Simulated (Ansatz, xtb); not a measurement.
# Relative energy of two isomers of CH4BSi

Structure X is `[H]/[Si]=C\B`, a doublet and structure Y is `B=C[SiH2]`, a doublet. Both are isolated molecules in the gas phase, relaxed with B3LYP/6-31G*; the shapes shown needn't be the lowest conformers.

X (Å):

```xyz
7

C    -1.0199   -0.3152   -1.9366
B    -1.8462    0.7447   -1.2360
Si   -1.2315   -1.8930   -1.2340
H    -2.5531    0.4844   -0.3023
H    -1.8037    1.8846   -1.6146
H    -0.3670   -0.1246   -2.7835
H    -2.1650   -2.0238   -0.0633
```

Y (Å):

```yaml
atoms:
  - { symbol: C, position_ang: [-0.0761, 0.0250, -0.6120] }
  - { symbol: B, position_ang: [1.1583, 0.6356, -0.5335] }
  - { symbol: Si, position_ang: [-0.6128, -0.0733, 1.1597] }
  - { symbol: H, position_ang: [-0.6697, -0.4147, -1.4030] }
  - { symbol: H, position_ang: [2.1822, 1.1787, -0.3472] }
  - { symbol: H, position_ang: [-0.7298, -1.4683, 1.6995] }
  - { symbol: H, position_ang: [0.3745, 0.6779, 1.9974] }
```

Task: Estimate E(Y) − E(X) at the level CCSD(T)/def2-SVP.

Result: Too close to call at this level: CCSD(T)/def2-SVP gives E(Y) − E(X) = +0.010 eV.

Level by level:

```
             level      geometry  E(Y) − E(X) (eV)  departure from the last row (eV)  job, with rough time for the two
          GFN2-xTB      GFN2-xTB              +0.244                            +0.234               optimisation, 0.1 s
         HF/STO-3G      GFN2-xTB              +0.212                            +0.202              single point, 0.42 s
r2SCAN-D4/def2-SVP      GFN2-xTB              −0.112                            −0.121               single point, 5.4 s
      B3LYP/6-31G*  B3LYP/6-31G*              +0.035                            +0.025                optimisation, 52 s
       HF/def2-SVP  B3LYP/6-31G*              −0.038                            −0.048           part of the CCSD(T) run
      MP2/def2-SVP  B3LYP/6-31G*              −0.190                            −0.199           part of the CCSD(T) run
  CCSD(T)/def2-SVP  B3LYP/6-31G*              +0.010                                                   single point, 9 s
```

As drawn, Y has 1 C=B, 1 C–Si, 1 Si–H in place of 1 C=Si, 1 C–B, 1 B–H.

The largest departure from CCSD(T)/def2-SVP is that of GFN2-xTB, 0.234 eV.

With harmonic frequencies from B3LYP/6-31G* (ideal gas, rigid rotor, one conformer each, 200 K, 1 atm): on the last row, ΔE + ΔZPE = −0.034, ΔH = −0.035, ΔG = −0.033 eV.

The T1 diagnostic of structure X is large, so the coupled-cluster value is less sure. Open shells are spin-unrestricted, with notable spin contamination under HF/STO-3G, HF/def2-SVP, MP2/def2-SVP, CCSD(T)/def2-SVP. The correlated steps freeze 7 core orbitals. Mirror images aren't counted in ΔG. Run with Ansatz 0.2.0, xtb 6.7.1; the last row on 1 thread of Arm Neoverse V2 on a shared host.

The two radicals are practically degenerate, and neither can be called the ground-state isomer: the electronic preference for X is only 0.010 eV, and zero-point energy reverses it. That reversal fits the exchange of a stiff B–H bond for a softer Si–H bond in Y.

The near balance probably reflects opposing bonding effects. Y gains a compact C=B π bond, whereas the Si=C π bond in X suffers from poorer 3p–2p overlap. In return, the boron in X has three σ bonds and an empty p orbital that can accept density from the adjacent π bond, while the two-coordinate boron in Y remains more electron-deficient. The unpaired electron sits formally on silicon in both, so radical-site stability should partly cancel.

MP2 favours Y by 0.190 eV, much more than HF does, whereas CCSD(T) slightly favours X. Relative to HF, second-order theory therefore gives the differential correlation the wrong sign, probably because of the contaminated reference. Near-degeneracy doesn't imply easy interconversion, since hydrogen must migrate between boron and silicon over a barrier not computed here.
